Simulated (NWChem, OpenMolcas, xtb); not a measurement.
# C2H3F3 (1,1,1-trifluoroethane): the dipole moment, rung by rung

C2H3F3: 8 atoms, total charge 0, spin state singlet. As SMILES, `CC(F)(F)F`. Geometry: relaxed at PBE0-D4/def2-TZVP.

Each level gives the dipole moment (D). The values are calculated.

**What was measured.** NIST CCCBDB gives the dipole moment of the gas as 2.32 D.

```
            level                    kind     program  value (D)  computed − measured   CPU time
         GFN0-xTB          semi-empirical         xtb       2.54                +0.22  under 2 s
       HF/cc-pVDZ            Hartree–Fock      NWChem       2.52                +0.20       21 s
    SVWN5/cc-pVDZ                     LDA  OpenMolcas       2.02                -0.30       23 s
     BLYP/cc-pVDZ                     GGA  OpenMolcas       1.93                -0.39       32 s
   r2SCAN/cc-pVDZ                meta-GGA  OpenMolcas       2.10                -0.22       49 s
    BHLYP/cc-pVDZ           global hybrid      NWChem       2.31                -0.01       32 s
CAM-B3LYP/cc-pVDZ  range-separated hybrid      NWChem       2.16                -0.16       48 s
```

Nearest: BHLYP/cc-pVDZ (-0.01 D); farthest: BLYP/cc-pVDZ (-0.39 D). The measured dipole is a vibrational average, so differences of a few hundredths of a debye mean little. Computed less measured by kind, in D (cc-pVDZ rows): semi-empirical +0.22; Hartree–Fock +0.20; LDA -0.30; GGA -0.39; meta-GGA -0.22; global hybrid -0.01; range-separated hybrid -0.16. Times are those of the runs behind each value, whatever else they computed, on shared processors of several kinds: orders of magnitude only.

The dipole of 1,1,1-trifluoroethane comes mainly from its polar C–F bonds. Fluorine draws density from the carbon it is bound to, and because all the fluorines sit at one end, the components of their bond dipoles along the C–C axis add up, leaving the methyl end positive.

Among the density functionals, the semilocal ones give the smallest moments and the hybrids larger ones, while Hartree–Fock overshoots. This probably reflects exact exchange holding more charge on fluorine, where semilocal exchange spreads it too evenly. The order is not a steady climb up the ladder, however: BLYP falls below the LDA, and CAM-B3LYP below BHLYP. GFN0-xTB lands near Hartree–Fock, but its parametrised charge model gives no reason to read that as shared physics.

The close match of BHLYP therefore suggests a favourable balance for this molecule rather than a generally better density. Since cc-pVDZ lacks diffuse functions, which matter for the outer density around fluorine, the match may also owe something to cancellation between functional and basis-set errors.
